Question: Why does MP2 beat full CI for BCl₃?

I have been comparing calculated atomization energies of BCl₃ with the measured value, all in the same minimal basis. I thought that each step up in the treatment of electron correlation would bring the result closer to experiment. Instead, MP2 comes closest, and full configuration interaction, which should be exact, does worse. The random-phase result even ends up below Hartree–Fock. Is MP2 really the better method here, and which of these rows are out of line?

Ansatz 0.2.0 calculations at the listed levels of theory with the STO-3G basis, for neutral singlet BCl₃ at its MP2(full)/6-31G* geometry. Only electrons outside the noble-gas cores are correlated in the wave-function methods, and relativity is not included.

```
    level  computed less measured atomization energy (kJ/mol)  rough wall time (s)
      RHF                                             -163.50                  0.3
     RMP2                                              -45.40                  n/a
     CISD                                              -78.30                  0.3
    RCCSD                                              -73.80                  n/a
 RCCSD(T)                                              -65.10                  0.4
  BCCD(T)                                              -65.00                  0.4
   RCCSDT                                              -63.50                  n/a
   CISDTQ                                              -64.50                    1
RCCSDT(Q)                                              -63.80                    2
  RCCSDTQ                                              -63.90                   20
      FCI                                              -63.90                    3
      PBE                                              269.00                  0.7
     BLYP                                              167.20                  0.6
   r2SCAN                                              235.20                    1
     PBE0                                              214.30                  0.6
    B3LYP                                              151.30                  0.5
CAM-B3LYP                                              157.30                  0.7
  wB97M-V                                              212.10                    3
   B2PLYP                                               76.90                  0.8
  RPA-PBE                                             -292.30                  0.8
```

Answer:

MP2 isn't the better method here. It makes two errors, one in the molecule and a larger one in the free boron atom, and their difference happens to push the binding energy towards experiment. To see this, you need a different yardstick from the measured value.

That yardstick is full CI (the row FCI), which includes every arrangement of the valence electrons that the chosen orbitals allow. It still binds BCl₃ by 63.9 kJ/mol less than measured, and no better treatment of valence correlation can close that gap in this basis. The gap comes chiefly from having so few basis functions, and it is expected to be what remains of two larger errors of opposite sign: the basis leaves out much of the correlation, which weakens the bonds, and it describes the free atoms worse than the molecule, which strengthens them. A method that lands nearer to experiment than FCI must therefore have made some other error in the opposite direction.

Measured against FCI, most of the wave-function rows fall into line. Restricted Hartree–Fock (RHF), with no correlation, binds too weakly by 99.6 kJ/mol. CISD, which adds single and double excitations, reduces the shortfall to 14.4, and the coupled-cluster version RCCSD to 9.9. Once triple excitations are included, even approximately, the coupled-cluster rows lie within about 1 kJ/mol of FCI. The row that breaks this pattern is RMP2, second-order perturbation theory, which overshoots FCI by 18.5.

An atomization energy is a difference, so correlation enters it twice. Let C be the size of the correlation energy, that is, how far correlation lowers the energy below Hartree–Fock. Then

gain in binding over RHF = C(BCl₃) − C(free atoms)

Correlation missed in the molecule weakens the calculated bond, while correlation missed in the atoms strengthens it. The same runs give C(BCl₃) directly, and the table gives the gain in binding, so C(free atoms) follows by subtraction.

Counting orbitals tells us what to expect of the atoms. A chlorine atom has seven valence electrons in four orbitals, which leaves room for only one more electron. Promoting a pair needs two vacancies, and a single promotion would change the symmetry of the state, so chlorine has no valence correlation energy in this basis. All the atomic correlation must then belong to boron.

Boron has the configuration 2s²2p¹, with two empty 2p orbitals in the same shell as the filled 2s. Its 2s pair can jump into either of them, and these double excitations are the only ones that keep the symmetry of the ground state. CISD should therefore already be exact for this atom, although it is not exact for the molecule. The numbers agree: CISD, RCCSD and RCCSDTQ, which goes up to quadruple excitations, all give 105 kJ/mol for the free atoms.

MP2 gives something quite different:

C(free atoms, MP2) = 167.0 − 118.1 = 48.9 kJ/mol

That is less than half of the full atomic value. In the molecule, by contrast, MP2 finds about 82% of the correlation energy. It misses 56.1 kJ/mol in the atoms but only 37.6 in the molecule, and the difference is the overshoot of 18.5.

The reason lies in how second-order theory prices an excitation. It takes the cost from differences between Hartree–Fock orbital energies. For a boron atom this cost is too high, because an empty orbital's energy describes an extra electron added to the neutral atom, not one attracted by the vacancy it has just left. This fault is large when the filled and empty orbitals overlap closely on one atom, as 2s and 2p do in boron. The attraction to the vacancy is then strong, and the true cost of the promotion is expected to fall far below the orbital-energy gap.

Bonding changes that situation. Boron's valence orbitals now take part in the bonds to chlorine, and the orbitals of the molecule spread over several atoms. Three of the empty ones are antibonding along the B–Cl bonds, and the lowest is expected to be mainly boron's out-of-plane 2p, only weakly antibonding. The attraction between a promoted electron and its vacancy should then be a smaller part of the cost, so the orbital-energy gap misprices it less. This is a theoretical argument, but it fits the much larger share that MP2 recovers in the molecule.

How large is the break? Suppose that MP2 were equally good in atoms and molecule, and found the same share of the correlation energy in both. The correlation part of the binding would then shrink by that share too:

share found in the molecule = 167.0 / 204.6 = 0.816
expected gain over RHF = 0.816 × 99.6 = 81.3 kJ/mol
expected position against FCI = 81.3 − 99.6 = −18.3 kJ/mol

An evenly incomplete MP2 would thus bind too weakly, like CISD and RCCSD. The actual gain is 118.1 kJ/mol, so the break amounts to about 37 kJ/mol. Nothing was fitted, and the RMP2 binding energy did not enter the estimate. Its failure is the useful result, because it measures how unevenly MP2 treats the two sides of the reaction.

CISD fails the same test in the opposite direction. It finds 190.2 of the 204.6 kJ/mol in the molecule, so an even share would put it about 7 kJ/mol below FCI. It actually lies 14.4 below, because its atoms are exact and the whole error stays in the molecule. CISD lacks two things there: triple excitations, and the simultaneous excitation of two separate electron pairs, which matters more as a system contains more pairs. RCCSD includes the second as products of double excitations and gains 4.5 kJ/mol. The remaining 9.9 kJ/mol is recovered once triple excitations are added.

The two rows together give a rule that you can carry over: ask on which side of the reaction a method loses more correlation. Take Cl₂ in the same basis as a neighbouring case. Its free atoms have no valence correlation to lose, so an MP2 shortfall in the molecule has nothing to offset it, and MP2 should bind Cl₂ too weakly compared with FCI. BCl₃ differs because boron has empty p orbitals in the same shell as a filled s orbital, so the free atom has correlation for MP2 to miss.

The other striking row is RPA-PBE, the random-phase approximation built on PBE orbitals. It binds BCl₃ by 128.8 kJ/mol less than RHF, although it includes correlation. Part of the drop may come from using PBE orbitals instead of Hartree–Fock ones. Another likely cause is self-correlation: in the direct form of this method, an electron can respond to its own field. That could give each chlorine atom a correlation energy where the correct value in this basis is zero, and BCl₃ releases three such atoms. Boron, with its partly filled p shell, is expected to be overcorrelated as well, and so is the molecule, which offsets part of the atomic excess. I haven't tested this, but separate RPA correlation energies for B, Cl and BCl₃ would show how large each part is.

The density functionals form a separate group. All eight bind BCl₃ more strongly than measured, from 76.9 kJ/mol for B2PLYP to 269.0 for PBE. A functional computes correlation from the electron density and, apart from the perturbative part of B2PLYP, needs no empty orbitals for it, so a minimal basis doesn't starve it of correlation as it does FCI. The poorer description of the free atoms is then left without an offset, and it is expected to cause much of the overbinding. These misses mix the error of the functional with that of the basis, so they shouldn't be read as the functionals' usual accuracy.

Across this table, closeness to the measured value doesn't tell you which method treats the B–Cl bonds correctly. Compare methods with FCI or high-level coupled cluster in one basis first, and then enlarge the basis before you judge them against experiment.

The printed output below lists the distances from FCI and the split between molecule and atoms.

Numerical output:

```
Atomization energy against FCI and against RHF in the same basis (kJ/mol):
        row  less FCI  less RHF
        RHF     -99.6         0
       RMP2      18.5     118.1
       CISD     -14.4      85.2
      RCCSD      -9.9      89.7
   RCCSD(T)      -1.2      98.4
    BCCD(T)      -1.1      98.5
     RCCSDT       0.4       100
     CISDTQ      -0.6        99
  RCCSDT(Q)       0.1      99.7
    RCCSDTQ         0      99.6
        FCI         0      99.6
        PBE     332.9     432.5
       BLYP     231.1     330.7
     r2SCAN     299.1     398.7
       PBE0     278.2     377.8
      B3LYP     215.2     314.8
  CAM-B3LYP     221.2     320.8
    wB97M-V       276     375.6
     B2PLYP     140.8     240.4
    RPA-PBE    -228.4    -128.8
Correlation energy of the molecule in MP2 (kJ/mol): 167
Correlation energy of the molecule in CISD (kJ/mol): 190.2
Correlation energy of the molecule in RCCSD (kJ/mol): 194.7
Correlation energy of the molecule in RCCSDTQ (kJ/mol): 204.6
Correlation energy of the free atoms in MP2 (kJ/mol): 48.93
Correlation energy of the free atoms in CISD (kJ/mol): 105
Correlation energy of the free atoms in RCCSD (kJ/mol): 105
Correlation energy of the free atoms in RCCSDTQ (kJ/mol): 105
Share of the molecular correlation found by MP2 (percent): 81.63
Share of the atomic correlation found by MP2 (percent): 46.59
Correlation that MP2 misses in the molecule (kJ/mol): 37.58
Correlation that MP2 misses in the atoms (kJ/mol): 56.08
Binding less FCI if MP2 found the same share in atoms and molecule (kJ/mol): -18.29
Actual RMP2 binding less that estimate (kJ/mol): 36.79
Change of molecular correlation from RCCSDT to RCCSDTQ (kJ/mol): -0.3571
Number of rows that bind more than measured: 8
```
